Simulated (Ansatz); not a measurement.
# Mg: the change of energy less free atoms and pressure with volume scale

Results calculated with Ansatz 0.2.0, not measured. Periodic Kohn-Sham DFT of a crystal at fixed atoms, scaled to volume_scale times the given cell; pressure positive in compression, energy less spherical unpolarised free atoms, largest_vzz the field gradient of largest size among the nuclei.

The cell before it is scaled or strained (space group Fm-3m, No. 225):
```
CELL_PARAMETERS angstrom
0.00000 2.24430 2.24430
2.24430 0.00000 2.24430
2.24430 2.24430 0.00000
ATOMIC_POSITIONS crystal
Mg 0.00000 0.00000 0.00000
```

Settings of every row: method all-electron LAPW; functional LDA; relativity scalar; k mesh 16x16x16; filling fermi-dirac; smearing width 0.03 eV; basis error target 1 meV/atom; nucleus gaussian.

Atom start moment: 0 on all atoms.

Limits: the cell comes from a prototype or a list of computed structures and needn't be the stable phase.

```csv
row,volume scale,V (Å³/atom),energy less free atoms (eV/atom),pressure (GPa)
1,0.94,21.252,-1.7478,1.043
2,0.9405,21.263,-1.7479,1.02
3,0.96,21.704,-1.7495,0.176
4,0.98,22.156,?,?
5,0.99,22.382,-1.7478,-0.97
6,1,22.607,-1.7461,-1.314
7,1.01,22.835,-1.7441,-1.642
8,1.02,23.061,-1.7415,-1.953
9,1.04,23.513,-1.7352,-2.528
10,1.06,23.965,-1.7273,-3.047
```

Question: what energy less free atoms and pressure should row 4 give?

Worked fit of energy less free atoms. Take u = (V_r/V)^(2/3) − 1 with V_r = 22.607 Å³ an atom, which is twice the finite (Eulerian) strain; such expansions in the strain, on which the Birch-Murnaghan equation of state is built, carry the rest volume and the bulk modulus. The shown rows have u = 0.04207, 0.04171, 0.02755, 0.00669, 0, -0.00667, -0.01317, -0.02586, -0.03814. Least squares give energy less free atoms = −1.74616 − 0.2779 × u + 5.674 × u² eV/atom; a straight line predicts inner rows, each left out in turn, worse (root mean square 0.0037 against 4.5e-05 eV/atom). The rows lie off it by 0.0000, 0.0000, 0.0000, 0.0000, 0.0001, 0.0000, 0.0000, 0.0000, 0.0000. Its lowest point lies at u = 0.0245, or V = 21.8 Å³ an atom, and the curvature there gives the bulk modulus at fixed shape and fractions, B = (4/9)(1 + u)² E″(u)/V = 38.9 GPa. The withheld row has u = 0.01352, so the fit gives −1.74616 − 0.2779 × (0.01352) + 5.674 × (0.01352)² = -1.7489 eV/atom.

The calculation gave -1.7489 eV/atom. The fit meets it to the printed digit.

Worked fit of pressure. Take u = (V_r/V)^(2/3) − 1 with V_r = 22.607 Å³ an atom, which is twice the finite (Eulerian) strain; such expansions in the strain, on which the Birch-Murnaghan equation of state is built, carry the rest volume and the bulk modulus. The shown rows have u = 0.04207, 0.04171, 0.02755, 0.00669, 0, -0.00667, -0.01317, -0.02586, -0.03814. Least squares give pressure = −1.3125 + 50.447 × u + 131.27 × u² GPa; a straight line predicts inner rows, each left out in turn, worse (root mean square 0.086 against 0.0014 GPa). The rows lie off it by 0.001, 0.000, -0.001, -0.001, -0.002, 0.001, 0.001, 0.001, -0.001. The pressure vanishes at u = 0.0245, or V = 21.8 Å³ an atom, and there the bulk modulus at fixed shape and fractions is B = −V dP/dV = (2/3)(1 + u) dP/du = 38.8 GPa. The withheld row has u = 0.01352, so the fit gives −1.3125 + 50.447 × (0.01352) + 131.27 × (0.01352)² = -0.606 GPa.

The calculation gave -0.607 GPa. The fit lies 0.001 GPa (0.024 % of the column's range) above it, one unit of the last digit.
